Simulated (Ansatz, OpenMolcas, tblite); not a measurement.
# Errors in the dipole moment

7 molecules; the dipole moment in D, computed less measured. Shapes, held fixed at every level: PBE0-D4/def2-TZVP. No vibrational averaging. Dipoles are compared by magnitude; molecules under 1 D, whose direction can flip, are left out. Programs: Ansatz 0.2.0, OpenMolcas 26.06, tblite 0.8.0. A level may come from different programs for different species; with the same settings they agree closely. Measured values: NIST CCCBDB.

Levels: A = IPEA1-xTB; B = BLYP/aug-cc-pVDZ; C = TPSS/aug-cc-pVDZ; D = r2SCAN/aug-cc-pVDZ.

| molecule | measured | A | B | C | D |
| --- | --- | --- | --- | --- | --- |
| CH2Cl2 (dichloromethane) | 1.60 | +1.22 | +0.01 | +0.05 | +0.07 |
| CH2ClF (chlorofluoromethane) | 1.82 | +1.04 | -0.08 | -0.04 | -0.02 |
| CHBrF2 (bromodifluoromethane) | 1.50 | +0.71 | -0.18 | -0.15 | -0.13 |
| C2H3Br (vinyl bromide) | 1.42 | +0.61 | -0.07 | +0.03 | +0.05 |
| C2H3FO (acetyl fluoride) | 2.96 | +0.49 | -0.07 | -0.08 | +0.01 |
| C2H4S (SMILES C1CS1) | 1.85 | +0.65 | 0.00 | +0.09 | +0.12 |
| C2H5F (SMILES CCF) | 1.96 | +0.82 | -0.11 | -0.11 | -0.08 |

Sum up the errors.


```
             level            kind  mean error  mean absolute error  worst case
         IPEA1-xTB  semi-empirical      +0.791                0.791      CH2Cl2
  BLYP/aug-cc-pVDZ             GGA      -0.071                0.074      CHBrF2
  TPSS/aug-cc-pVDZ        meta-GGA      -0.030                0.079      CHBrF2
r2SCAN/aug-cc-pVDZ        meta-GGA      +0.003                0.069      CHBrF2
```

On this set r2SCAN/aug-cc-pVDZ has the smallest mean absolute error and IPEA1-xTB the largest. IPEA1-xTB is too high in 7 of 7; BLYP/aug-cc-pVDZ is too low in 5 of 7. The smallest two are near a tie. Relativity is left out for Br. The set is small.

IPEA1-xTB exaggerates charge separation in every molecule, while the three density functionals stay close to experiment. Its excess does not follow halogen electronegativity: it is largest for dichloromethane, at +1.22 D, and smaller for fluoroethane, at +0.82 D. This suggests an imbalance in how the parameters polarise individual bonds, plausible for a model fitted to ionisation potentials and electron affinities rather than to charge distributions.

r2SCAN gives the largest dipole of the three functionals in every row, but its mean error of +0.003 D reflects cancellation rather than uniform accuracy. It is too low for the three molecules with fluorine on a saturated carbon and too high for the three without fluorine; acetyl fluoride, where the carbonyl group also contributes, is almost exact. The polarity of the saturated C–F bond is therefore probably slightly underestimated, while that of bonds to the softer Cl, Br and S is slightly overestimated. Since a molecular dipole is a vector sum, these totals cannot establish the error of any single bond.
